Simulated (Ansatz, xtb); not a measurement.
## Loss of H2: C2H10Si2 → C2H8Si2 + H2

Species: C2H10Si2 `CC[SiH2][SiH3]`, singlet; C2H8Si2 `C=C[SiH2][SiH3]`, singlet; H2 (hydrogen), singlet. 

Shapes, held fixed at every level: PBE0-D4/def2-TZVP. Flexible molecules stand in one conformer, not always the lowest. Programs: Ansatz 0.2.0, xtb 6.7.1. The zero-point and thermal change to 298 K, harmonic and unscaled (PBE0-D4/def2-TZVP), is -26.9 kJ/mol.

Problem. Estimate ΔH(298 K) of this reaction.

Solution. The highest level, CCSD(T)/CBS estimate, gives ΔH(298 K) = +129.0 kJ/mol; the levels span +129.0 to +177.5. The column of differences is taken from that level and isn't an error. No measured value is set beside it here. The CBS estimate extrapolates MP2 from def2-TZVPP and def2-QZVPP and adds CCSD(T) − MP2 in the triple-zeta set, cores frozen; for H2 it overshoots the exact energy by about 1 mEh.

| level | kind | ΔH(298 K) (kJ/mol) | less CCSD(T)/CBS estimate |
| --- | --- | --- | --- |
| GFN2-xTB | semi-empirical | +177.5 | +48.5 |
| HF/def2-SVP | Hartree–Fock | +137.1 | +8.1 |
| PBE-D4/def2-TZVPP | GGA | +134.5 | +5.5 |
| r2SCAN-D4/def2-TZVPP | meta-GGA | +136.2 | +7.2 |
| BHLYP-D4/def2-TZVPP | global hybrid | +137.7 | +8.7 |
| MP2/def2-SVP | perturbation theory | +144.7 | +15.7 |
| CCSD(T)/def2-SVP | coupled cluster or CI | +137.2 | +8.2 |
| CCSD/def2-TZVPP | coupled cluster or CI | +132.8 | +3.8 |
| CCSD(T)/CBS estimate | coupled cluster or CI | +129.0 | 0.0 |

Dehydrogenating the ethyl group to vinyl is strongly endothermic at every level. Two strong C–H bonds are lost, and the new H–H bond and C=C π bond don't repay their cost. The silicon skeleton stays intact and acts mainly as a substituent, probably stabilising the vinyl product slightly through π delocalisation into Si-centred σ* orbitals. The negative thermal correction largely reflects lost zero-point energy, as C–H stretching and bending modes give way to the single vibration of H2.

The three density functionals lie close together, whereas GFN2-xTB stands far apart at +177.5 kJ/mol, which suggests its parametrisation misjudges the balance between C–H, π and H–H bonding. In the def2-SVP basis, Hartree–Fock and CCSD(T) nearly coincide, so the net correlation contribution almost cancels there, while MP2 makes the reaction too costly. The drop from +137.2 to +129.0 kJ/mol within CCSD(T) shows that basis incompleteness matters too. The endothermicity doesn't rule out dehydrogenation at high temperature, where the entropy gained by releasing H2 favours the products.
